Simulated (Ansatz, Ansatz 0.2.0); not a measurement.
# Lattice constants of Bi4Te3: PBEsol with spin-orbit coupling meets the target for a but leaves c one per cent short

## What was measured

The reference is the hexagonal cell of Bi$_4$Te$_3$ quoted in the supplement of "Bulk and surface electronic structure of Bi$_4$Te$_3$ from $GW$ calculations and photoemission experiments" (2022, arXiv:2204.08856). It is a literature crystal-structure determination; the temperature is not given with the values. The long axis $c$ spans three stacking units, so it collects the thickness of the layers and all the gaps between them. The diffraction structure in the Crystallography Open Database has the same $a$ and $c$. I therefore treat the two as one determination and do not count their agreement as confirmation. In this homologous series composition and stacking faults can also shift $c$ a little, which matters when a small deviation is judged.

| compared with | measured | source's wording or label | method |
| --- | --- | --- | --- |
| a (Å) | 4.451 | a, hexagonal setting | quoted crystal structure determination |
| c (Å) | 41.888 | c, hexagonal setting | quoted crystal structure determination |

Conditions are those given with the value in the passage it was taken from; "not stated" means there, and the paper may say more elsewhere. The values are a selection: others may have been left out beforehand as unlike or outlying.

## Approach

The aim is to obtain $a$ and $c$ of the ordered, stoichiometric crystal by relaxing cell and atoms in the seven-atom primitive cell of $R\bar{3}m$. I count the result as a success if both $a$ and $c$ come within 0.5 % of the reference. That is about 0.02 Å in $a$ and 0.2 Å in $c$, tight enough to expose a functional that binds the layers wrongly, and still a fair demand on a semilocal functional. The calculation is static. If the reference was taken at room temperature, as I presume, the computed cell should lie somewhat below it, by a few tenths of a per cent in length and perhaps more along the soft axis.

I start with PBEsol including spin-orbit coupling. Bismuth $6p$ states form both the bonds and the band edges, so the coupling belongs in the structure as well as in the bands. PBEsol usually describes the covalent layers of such tellurides well and, although it has no dispersion term, tends to give reasonable gaps between them. I skip plain PBE, which would cost less than a relativistic run but should make the cell too large, above all along $c$. A scalar-relativistic twin will show how much the relativistic treatment matters; after that come a check towards tighter settings and a dispersion-corrected functional for scale.

System: Bi4Te3; R-3m (No. 166), 7 atoms in the primitive cell; the database structure is a diffraction structure: a = 4.451 Å, c = 41.888 Å; structure from the Crystallography Open Database.

## 1. PBEsol with and without spin-orbit coupling

The run with coupling is the one I expect to rely on. Its scalar-relativistic twin has the same functional, cutoff and mesh, but different potential files, so the difference between them measures the change of treatment as a whole. I expect the coupling to weaken the $p$ bonding and lengthen the cell slightly, and both cells to come out a little below the reference.

**Run 1.** Ansatz 0.2.0: PBEsol with spin-orbit coupling, cell and atoms relaxed from the database structure, cutoff 420 eV (default), 9x9x9 k mesh, Gaussian smearing 0.01 eV.

Key lines of the input:
```
crystal:
  # lattice and atoms
kpoints:
  mp_grid: { grid: [9, 9, 9] }
hamiltonian:
  xc: pbesol
  pseudopotentials: { kind: paw_fr }
scf:
  occupations: { method: gaussian, width: 0.01 }
output:
  forces: true
  stress: true
magnetization:
  noncollinear: true
  spin_orbit: true
relax:
  adjacent_minimum: "off"
  f_tol: 0.005
  max_steps: 60
  cell: { stress_tol: 0.03 }
```

Command:
```
ansatz run input.yaml --threads 8 --pin off --max-ram 16384MiB --backend cpu --events-out ev --progress --plain --runs-dir out
```

Selected lines of the output:
```
relax step   8: F+E_penalty+E_count = -69845.07878921 eV  [...]  max|allowed force component| = 5.815e-4 eV/Å  [...]  P = +0.001 GPa  Ω = 238.001 Å³  [...]
--- Relaxed structure (7 steps of the walk, 7 accepted, 1 SCFs on fresh bases) ---
```

Converged; 11 min on 8 cores of Arm Neoverse V2, shared host.

**Run 2.** Ansatz 0.2.0: PBEsol, cell and atoms relaxed from the database structure, PAW set soft_2, cutoff 420 eV (default), 9x9x9 k mesh, Gaussian smearing 0.01 eV.

Key lines of the input, as changed from run 1:
```diff
  hamiltonian:
-   pseudopotentials: { kind: paw_fr }
- magnetization:
-   noncollinear: true
-   spin_orbit: true
```

Selected lines of the output:
```
relax step   8: F+E_penalty+E_count = -69673.68917781 eV  [...]  max|allowed force component| = 1.172e-4 eV/Å  [...]  P = +0.001 GPa  Ω = 236.085 Å³  [...]
--- Relaxed structure (7 steps of the walk, 7 accepted, 1 SCFs on fresh bases) ---
```

Converged; 87 s on 8 cores of Arm Neoverse V1, shared host.

| quantity | run 1 | run 2 | measured |
| --- | --- | --- | --- |
| a (Å) | 4.459 | 4.439 | 4.451 |
| c (Å) | 41.464 | 41.495 | 41.888 |
| conventional cell volume (Å³) | 714.00 | 708.26 |  |

With spin-orbit coupling, $a$ is 0.2 % above the reference and meets the target, but $c$ is 1.0 % too short and misses it. I had expected both axes to fall slightly below the reference, which holds only for $c$.

The fully relativistic treatment lengthens $a$ by 0.020 Å, in the direction I expected from weaker $p$ bonding. It does not lengthen $c$, which comes out 0.031 Å shorter, a change so small on a soft axis that the stopping threshold may account for part of it. The short $c$ is therefore common to both treatments and cannot be put down to leaving out the coupling. The mean pressure on the rebuilt basis is only 0.001 GPa in both runs, but that does not show that the cutoff or the potentials are adequate.

## 2. Cutoff, mesh and potentials under test

Before I blame PBEsol for the missing 0.4 Å in $c$, I want to know whether the numerical settings could produce it. I raise the cutoff and the k mesh separately, and replace the PAW set by norm-conserving PseudoDojo potentials. All three runs are scalar-relativistic, so they are to be compared with the scalar-relativistic cell and bear on the coupled one only indirectly. I expect shifts well below the miss.

**Run 3.** Ansatz 0.2.0: PBEsol, cell and atoms relaxed from the database structure, PAW set soft_2, cutoff 590 eV, 9x9x9 k mesh, Gaussian smearing 0.01 eV.

Key lines of the input, as changed from run 2:
```diff
+ basis:
+   ecutwfc: 590.0
```

Converged; 2 min on 8 cores of Arm Neoverse V2, shared host.

**Run 4.** Ansatz 0.2.0: PBEsol, cell and atoms relaxed from the database structure, PAW set soft_2, cutoff 420 eV (default), 12x12x12 k mesh, Gaussian smearing 0.01 eV.

Key lines of the input, as changed from run 2:
```diff
  kpoints:
-   mp_grid: { grid: [9, 9, 9] }
+   mp_grid: { grid: [12, 12, 12] }
```

Converged; wall time 2.4 min.

**Run 5.** Ansatz 0.2.0: PBEsol, PseudoDojo norm-conserving pseudopotentials, cell and atoms relaxed from the database structure, cutoff 1120 eV (default), 9x9x9 k mesh, Gaussian smearing 0.01 eV.

Key lines of the input, as changed from run 2:
```diff
  hamiltonian:
+   pseudopotentials: { kind: nc, accuracy: standard }
```

Converged; wall time 7.1 min.

| quantity | run 3 | run 4 | run 5 | measured |
| --- | --- | --- | --- | --- |
| a (Å) | 4.439 | 4.438 | 4.440 | 4.451 |
| c (Å) | 41.495 | 41.507 | 41.417 | 41.888 |
| conventional cell volume (Å³) | 708.24 | 708.02 | 706.95 |  |

None of the three changes accounts for the short $c$. The higher cutoff leaves both constants unchanged to the printed precision, and the denser mesh moves $c$ by only about 0.01 Å. The norm-conserving potentials shorten it by 0.078 Å, which widens the miss. Against a gap of 0.393 Å between the scalar-relativistic PBEsol cell and the reference, these are minor shifts, and $a$ stays within 0.001 Å throughout.

At the scalar-relativistic level the deficit in $c$ is thus not a numerical artefact of these settings; if the reference is sound, it is shared between PBEsol and the static treatment. The coupled run has much the same deficit, although a test of its own cutoff and mesh is not shown in this report. Thermal expansion could supply a sizeable part of the difference, but I would not stretch it to cover the whole.

## 3. Other descriptions of the layer binding

The short $c$ makes me change course on the functional. Adding a dispersion term to PBEsol would pull the layers still closer, so I turn to PBE with D3(BJ), where the attraction is added to a functional that binds the layers too weakly. Plain PBE, which I skipped at first, now serves as its counterpart and shows what the correction does to each axis. r2SCAN+rVV10 is a second, differently built description of the same binding.

I expect plain PBE to be too long in both directions and D3(BJ) to bring $c$ back towards the reference. All three are scalar-relativistic, and the lengthening of $a$ found with PBEsol has to be kept in mind when they are judged.

**Run 6.** Ansatz 0.2.0: PBE+D3(BJ), cell and atoms relaxed from the database structure, PAW set soft_2, cutoff 420 eV (default), 9x9x9 k mesh, Gaussian smearing 0.01 eV.

Key lines of the input, as changed from run 2:
```diff
  hamiltonian:
-   xc: pbesol
+   xc: pbe
+   dispersion: d3bj
```

Converged; wall time 76 s.

**Run 7.** Ansatz 0.2.0: PBE, cell and atoms relaxed from the database structure, PAW set soft_2, cutoff 420 eV (default), 9x9x9 k mesh, Gaussian smearing 0.01 eV.

Key lines of the input, as changed from run 6:
```diff
  hamiltonian:
-   dispersion: d3bj
```

Converged; 1.8 min on 8 cores of Arm Neoverse V1, shared host.

**Run 8.** Ansatz 0.2.0: r2SCAN+rVV10, cell and atoms relaxed from the database structure, PAW set soft_2, cutoff 500 eV (default), 9x9x9 k mesh, Gaussian smearing 0.01 eV.

Key lines of the input, as changed from run 2:
```diff
  hamiltonian:
-   xc: pbesol
+   xc: r2scan
+   dispersion: rvv10
```

Converged; 3 min on 8 cores of Arm Neoverse V2, shared host.

| quantity | run 6 | run 7 | run 8 | measured |
| --- | --- | --- | --- | --- |
| a (Å) | 4.445 | 4.508 | 4.448 | 4.451 |
| c (Å) | 41.563 | 43.006 | 42.729 | 41.888 |
| conventional cell volume (Å³) | 711.11 | 756.79 | 732.13 |  |

None of the three functionals brings $c$ within the target. Plain PBE is too long in both directions, as I had expected, by 1.3 % in $a$ and 2.7 % in $c$. D3(BJ) shortens $c$ by 1.443 Å and $a$ by 0.063 Å, roughly 3.4 % and 1.4 %, so it acts more strongly along the stacking axis but also contracts the layers in the plane. It carries $c$ past the reference to a value 0.8 % too short, only about 0.07 Å longer than scalar-relativistic PBEsol gives.

r2SCAN+rVV10 surprised me. Its $a$ is within 0.1 % of the reference, yet $c$ is 2.0 % too long, although the functional includes a dispersion term. Thermal expansion cannot excuse this, since it would lengthen the computed cell further. I have no established cause for the excess and leave it open.

PBE+D3(BJ) and r2SCAN+rVV10 differ by 0.003 Å in $a$ and by 1.166 Å in $c$. The in-plane constant therefore says little about whether the stacking is described well. That the errors in $c$ fall on both sides of the reference does not confirm the reference either.

## All runs against the measurement

| run | settings | a (Å) | deviation | c (Å) | deviation | cost |
| --- | --- | --- | --- | --- | --- | --- |
| 1 | PBEsol with spin-orbit coupling, cutoff 420 eV (default), 9x9x9 k mesh | 4.459 | +0.008 (+0.2 %) | 41.464 | −0.424 (−1.0 %) | 1.5 core-h |
| 2 | PBEsol, PAW set soft_2, cutoff 420 eV (default), 9x9x9 k mesh | 4.439 | −0.012 (−0.3 %) | 41.495 | −0.393 (−0.9 %) | 12 core-min |
| 3 | PBEsol, PAW set soft_2, cutoff 590 eV, 9x9x9 k mesh | 4.439 | −0.012 (−0.3 %) | 41.495 | −0.393 (−0.9 %) | 16 core-min |
| 4 | PBEsol, PAW set soft_2, cutoff 420 eV (default), 12x12x12 k mesh | 4.438 | −0.013 (−0.3 %) | 41.507 | −0.381 (−0.9 %) | 19 core-min |
| 5 | PBEsol, PseudoDojo norm-conserving pseudopotentials, cutoff 1120 eV (default), 9x9x9 k mesh | 4.440 | −0.011 (−0.3 %) | 41.417 | −0.471 (−1.1 %) | 56 core-min |
| 6 | PBE+D3(BJ), PAW set soft_2, cutoff 420 eV (default), 9x9x9 k mesh | 4.445 | −0.006 (−0.1 %) | 41.563 | −0.325 (−0.8 %) | 10 core-min |
| 7 | PBE, PAW set soft_2, cutoff 420 eV (default), 9x9x9 k mesh | 4.508 | +0.057 (+1.3 %) | 43.006 | +1.118 (+2.7 %) | 14 core-min |
| 8 | r2SCAN+rVV10, PAW set soft_2, cutoff 500 eV (default), 9x9x9 k mesh | 4.448 | −0.003 (−0.1 %) | 42.729 | +0.841 (+2.0 %) | 24 core-min |
|  | measured | 4.451 |  | 41.888 |  |  |

Further runs on the same system, made beside this series (convergence steps with loose settings among them):

| further | settings | a (Å) | deviation | c (Å) | deviation | cost |
| --- | --- | --- | --- | --- | --- | --- |
| F1 | r2SCAN, PAW set soft_2, cutoff 500 eV (default), 9x9x9 k mesh | 4.467 | +0.016 (+0.4 %) | 43.774 | +1.886 (+4.5 %) | 19 core-min |
| F2 | PBEsol+D3(BJ), PAW set soft_2, cutoff 420 eV (default), 9x9x9 k mesh | 4.374 | −0.077 (−1.7 %) | 40.660 | −1.228 (−2.9 %) | 7.8 core-min |
| F3 | BLYP+D3(BJ), PAW set soft_2, cutoff 420 eV (default), 9x9x9 k mesh | 4.463 | +0.012 (+0.3 %) | 41.511 | −0.377 (−0.9 %) | 10 core-min |
| F4 | PBE+D4, PAW set soft_2, cutoff 420 eV (default), 9x9x9 k mesh | 4.443 | −0.008 (−0.2 %) | 41.553 | −0.335 (−0.8 %) | 9.8 core-min |
| F5 | BLYP, PAW set soft_2, cutoff 420 eV (default), 9x9x9 k mesh | 4.569 | +0.118 (+2.7 %) | 50.584 | +8.696 (+20.8 %) | 26 core-min |
| F6 | LDA, PAW set soft_2, cutoff 420 eV (default), 9x9x9 k mesh | 4.410 | −0.041 (−0.9 %) | 41.008 | −0.880 (−2.1 %) | 14 core-min |
| F7 | r2SCAN, PAW set soft_2, cutoff 500 eV (default), 6x6x6 k mesh | 4.470 | +0.019 (+0.4 %) | 43.608 | +1.720 (+4.1 %) | 8.7 core-min |
| F8 | PBEsol, PAW set soft_2, cutoff 420 eV (default), 6x6x6 k mesh | 4.439 | −0.012 (−0.3 %) | 41.483 | −0.405 (−1.0 %) | 4 core-min |
|  | measured | 4.451 |  | 41.888 |  |  |

## Conclusion

The PBEsol run with spin-orbit coupling, on which I had meant to rely, misses the target. Its $a$ is 0.2 % too long and passes, but $c$ is 1.0 % too short, at a cost of 1.5 core-hours. No level shown here brings $c$ within 0.5 %; PBE with D3(BJ) or D4 comes nearest, 0.8 % short, for about 10 core-minutes, without coupling and ahead of scalar-relativistic PBEsol by no more than the change of potentials moved $c$.

The scalar-relativistic twin was worth running, because it showed that the short $c$ appears with and without the coupling, each with its own potential files. Cutoff and mesh hardly moved the PBEsol cell, and other potentials shortened $c$ slightly further. These checks are all scalar-relativistic; a convergence test of the coupled run itself is not shown in this report.

PBEsol has no dispersion term, so its moderate error in $c$ is no proof that it binds the layers for the right reason. Adding D3(BJ) to it makes $c$ 2.9 % too short. The long $c$ of r2SCAN+rVV10, which I had left open, is now located, though not explained: r2SCAN alone is 4.5 % too long, and rVV10 removes only part of that excess. Why r2SCAN gives a longer $c$ than even plain PBE is not established here. The r2SCAN $c$ still moves by nearly 0.2 Å between the two meshes shown, and a denser mesh for r2SCAN+rVV10 is not shown in this report, so its value is less settled than the PBEsol one.

If the reference is a room-temperature cell, thermal expansion explains some of the PBEsol deficit in $c$, perhaps a few tenths of a per cent or more along this soft axis. The same allowance would worsen the agreement in $a$, which is already too long. How much of the remainder belongs to the functional and how much to composition or stacking faults in the sample can't be settled against one quoted structure of unspecified temperature. The next calculation I would make is PBE+D3(BJ) with spin-orbit coupling.

[Logs are printed without paths, hosts, clocks, repeated set-up lines and the standing remarks that a program may print on its own settings, such as how far it seeks lower states.]

[The runs shown are a pick from a larger set of finished runs; failed, doubtful and other runs were left out of it ahead of writing. So were measured values far from every level or from commonly accepted values, and agreement can look better than it is. Lines of input and output are excerpts and may be shortened.]
